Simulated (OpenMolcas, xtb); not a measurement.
## AlH5S (Al(H2S)H3): methods side by side

AlH5S has 7 atoms, charge 0, and is taken as a singlet. As SMILES, `[H][Al]([H])([H])<-[SH2]`. Geometry: a GFN2-xTB relaxation, a rough one for these elements and not checked as a minimum.

```tsv
atom	x (Å)	y (Å)	z (Å)
Al	0.1298	-0.2220	-1.0116
S	0.1518	-0.2519	1.4589
H	0.5126	1.0301	1.4853
H	-1.1455	0.0493	1.4764
H	1.6822	-0.1872	-1.1886
H	-0.6661	1.1393	-1.0463
H	-0.6648	-1.5576	-1.1741
```

Quantity: the dipole moment, in D. The values are calculated.

```tsv
level	kind	program	value (D)	CPU time
GFN2-xTB	semi-empirical	xtb	2.77	under 2 s
GFN0-xTB	semi-empirical	xtb	4.56	under 2 s
GFN1-xTB	semi-empirical	xtb	3.92	under 2 s
HF/STO-3G	Hartree–Fock	OpenMolcas	3.02	1.6 s
HF/3-21G	Hartree–Fock	OpenMolcas	3.13	1.6 s
HF/def2-SVP	Hartree–Fock	OpenMolcas	3.42	2.7 s
BP86/STO-3G	GGA	OpenMolcas	3.42	6.7 s
TPSS/6-311+G**	meta-GGA	OpenMolcas	3.41	30 s
r2SCAN/cc-pVTZ	meta-GGA	OpenMolcas	3.30	72 s
B3LYP/6-31G* (spherical functions)	global hybrid	OpenMolcas	3.42	11 s
```

The values span 2.77 to 4.56 D. Sets without polarisation functions give poor dipoles. CPU times are rough (shared hosts, several kinds of processor): they show what a rung costs within a factor of a few.

The Hartree–Fock and density-functional dipoles in polarised basis sets lie close together, from 3.30 to 3.42 D, while the three tight-binding values scatter to both sides. A sizeable dipole is what a donor–acceptor adduct should have: sulfur shares a lone pair with the empty 3p orbital of aluminium, which leaves the SH2 end positive and the AlH3 end, with its hydridic hydrogens, negative. The S–H bonds stand almost perpendicular to the Al–S axis, as expected when sulfur donates from a nearly pure 3p lone pair, so the component along that axis probably comes mainly from charge transfer and polarisation between the two fragments. The tight-binding spread suggests that this charge shift depends strongly on the parametrisation.

BP86/STO-3G also gives 3.42 D, but Hartree–Fock in the same basis gives 3.02 D, so its agreement with the larger sets is probably a cancellation of errors. Because functional and basis change together among the polarised sets, their small differences can't be assigned to electron correlation. The dipole alone doesn't establish how strongly H2S is bound.
